# x–K relations: inverting the SiH₂ stretch levels of SiH₂D₂

## Model

We treat the two Si–H bonds of SiH₂D₂ as equivalent Morse oscillators $a$ and $b$ with harmonic coupling. Energies are in cm⁻¹, and $x<0$ for a normal bond:

$$H=\omega(n_a+n_b+1)+x\left[(n_a+\tfrac12)^2+(n_b+\tfrac12)^2\right]+\lambda(a^\dagger b+ab^\dagger).$$

$N=n_a+n_b$ is conserved and labels the polyads. We keep XY₂ labels: mode 1 is the symmetric SiH₂ stretch (A₁), mode 3 the antisymmetric one (B, with the subscript depending on the axis choice; it carries another number among the nine modes of SiH₂D₂).

Put $c_1=(a+b)/\sqrt2$ and $c_3=(a-b)/\sqrt2$, with phases such that $q_i\propto c_i+c_i^\dagger$. The coupling becomes $\lambda(n_1-n_3)$. With $n_a^2=a^{\dagger2}a^2+n_a$, the quartic part is

$$a^{\dagger2}a^2+b^{\dagger2}b^2=\tfrac12\left[n_1(n_1-1)+n_3(n_3-1)\right]+2n_1n_3+\tfrac12\left(c_1^{\dagger2}c_3^2+c_3^{\dagger2}c_1^2\right).$$

Compare this with the normal-mode form, whose diagonal is $\sum_i\omega_i(v_i+\tfrac12)+\sum_{i\le j}x_{ij}(v_i+\tfrac12)(v_j+\tfrac12)$ and whose Darling–Dennison element is

$$\langle v_1+2,v_3-2|H|v_1,v_3\rangle=\tfrac14K_{1133}\sqrt{(v_1+1)(v_1+2)v_3(v_3-1)}.$$

Matching terms gives the x–K relations (Mills and Robiette, 1985):

$$x_{11}=x_{33}=\tfrac14x_{13}=\tfrac14K_{1133}=\tfrac12x,\qquad \omega_{1}=\omega+\lambda,\quad\omega_3=\omega-\lambda,$$

so $\omega_1-\omega_3=2\lambda$. A constant $-x/4$ is left over and cancels in every transition.

## Data

These band origins ($J=0$) were made for the exercise from the model and rounded to 0.01 cm⁻¹. The hidden parameters were chosen to resemble typical Si–H stretches, with fundamentals near 2190 cm⁻¹ and a very small splitting. Assign each origin an independent standard uncertainty $\sigma=0.01$ cm⁻¹.

| $N$ | symmetry | name | origin / cm⁻¹ |
|---|---|---|---|
| 1 | A₁ | $\nu_1$ | 2187.63 |
| 1 | B | $\nu_3$ | 2188.87 |
| 2 | A₁ | $E_-$ | 4309.39 |
| 2 | B | $E_B$ | 4309.41 |
| 2 | A₁ | $E_+$ | 4376.52 |

Find $\omega$, $x$, $\lambda$ and the normal-mode constants.

## Inversion

Let $\nu_0=\omega+2x$. Then $\nu_1=\nu_0+\lambda$ and $\nu_3=\nu_0-\lambda$. The B state $|v_1v_3\rangle=|11\rangle$ is alone in its block, so $E_B=\nu_1+\nu_3+x_{13}=2\nu_0+2x$. The states $|20\rangle$ and $|02\rangle$ lie at $2\nu_0+x\pm2\lambda$ and are coupled by $K_{1133}/2=x$, so

$$E_\pm=2\nu_0+x\pm\sqrt{x^2+4\lambda^2}.$$

Three origins fix the parameters linearly, and the uncertainties add in quadrature:

| quantity | formula | value / cm⁻¹ | uncertainty |
|---|---|---|---|
| $\lambda$ | $(\nu_1-\nu_3)/2$ | −0.620 | $\sigma/\sqrt2=0.007$ |
| $\nu_0$ | $(\nu_1+\nu_3)/2$ | 2188.250 | $\sigma/\sqrt2=0.007$ |
| $x$ | $(E_B-\nu_1-\nu_3)/2$ | −33.545 | $\sqrt3\sigma/2=0.009$ |
| $\omega$ | $\tfrac32(\nu_1+\nu_3)-E_B$ | 2255.34 | $\sqrt{11/2}\,\sigma=0.02$ |

Hence $\omega_1=2254.72$, $\omega_3=2255.96$, $x_{11}=x_{33}=-16.77$ and $x_{13}=K_{1133}=-67.09$ cm⁻¹.

The two A₁ overtone levels are left as tests. The model requires $E_++E_-=\nu_1+\nu_3+E_B$, and both sides are 8685.91. It predicts the gap $2\sqrt{x^2+4\lambda^2}=67.136$, where the data give 67.13. Each residual has an uncertainty of about $\sqrt5\sigma=0.02$. Synthetic data pass by construction; with real origins this is where the x–K relations get tested.

The resonance element, −33.545, far exceeds the zero-order separation $|4\lambda|=2.48$. The lower A₁ level has weight $\tfrac12\left[1-2\lambda/\sqrt{x^2+4\lambda^2}\right]=0.518$ on the normal-mode state $|20\rangle$, but weight $\tfrac12\left[1-x/\sqrt{x^2+4\lambda^2}\right]=0.9997$ on the local state $(|2_a0_b\rangle+|0_a2_b\rangle)/\sqrt2$. Local-mode labels are the useful ones here.

## Uniqueness

**With the x–K relations** the solution is unique once symmetries are assigned. The substitution $b\to-b$ reverses $\lambda$ and leaves every energy unchanged; it swaps the A₁ and B labels in odd polyads only. The sign of $\lambda$ therefore rests here on knowing which fundamental is A₁, which the rotational band type tells us.

**From the overtones alone**, $(E_B-E_-)(E_+-E_B)=4\lambda^2$ gives $|\lambda|=0.58\pm0.20$ (linearised) and no sign. The first factor is only 0.02 cm⁻¹, so this route is badly conditioned.

**Without the relations** there are six constants and five origins. The data fix $x_{13}=-67.09$ and, from the sum, $x_{11}+x_{33}=-33.545$. The gap supplies only

$$\left[2(\nu_1-\nu_3)+2(x_{11}-x_{33})\right]^2+K_{1133}^2=(E_+-E_-)^2,$$

a one-parameter family. A fit that omits the resonance is exact, for example with $x_{11}=-32.9$ and $x_{33}=-0.6$. Imposing $x_{11}=x_{33}$ gives $|K_{1133}|=67.08$. Energies never reveal the sign of $K_{1133}$, because $c_3\to ic_3$ reverses it and changes no diagonal term.

## Model limits

For small displacements $\lambda=\tfrac12\omega\,(g_{rr'}/g_{rr}+f_{rr'}/f_{rr})$, with Wilson elements $g_{rr'}=\cos\theta/m_{\rm Si}$ and $g_{rr}=1/m_{\rm H}+1/m_{\rm Si}$, and stretching force constants $f$. For a tetrahedral angle and masses 1.00783 u and 27.97693 u, the kinetic part is −13.07 cm⁻¹, so the remaining contributions must supply +12.45 cm⁻¹. The small $\lambda$ is a near cancellation. Anharmonic corrections of relative order $|x|/\omega=0.015$ per quantum act on each part, which is about 0.19 cm⁻¹ unless they cancel too. That rivals $\lambda$ and dwarfs its statistical uncertainty, so a real $\lambda$ may drift between polyads. The harmonic push on $\nu_1$ from the symmetric SiD₂ stretch is a term in $n_1$, absorbed into $\omega$ and $\lambda$; both are effective constants of this isotopologue. Resonances with dark states are ignored.

## What the parameters predict

For $N=3$ the lowest pair lies at $3\nu_0+6x-3\lambda^2/(4|x|)=6363.47$ cm⁻¹, the last term coming from the coupling $\sqrt3\lambda$ to $|2_a1_b\rangle$ across a gap $4|x|$. Since $3\nu_0+6x=3E_B-\tfrac32(\nu_1+\nu_3)$, the uncertainty is $\sqrt{27/2}\,\sigma=0.04$ cm⁻¹.

Excitation placed in one bond moves to the other in $t=1/(2c\Delta)$, where $\Delta$ is the A₁/B splitting. For $N=1$, $\Delta=2|\lambda|=1.24$ cm⁻¹ and $t=13$ ps. For $N=2$, $\Delta=\sqrt{x^2+4\lambda^2}-|x|=0.023$ cm⁻¹ and $t=0.7$ ns. These are the model's numbers for the non-rotating molecule. Since $\Delta\approx2\lambda^2/|x|$, a drift of 0.19 cm⁻¹ in $\lambda$ changes the second time by roughly a factor of two.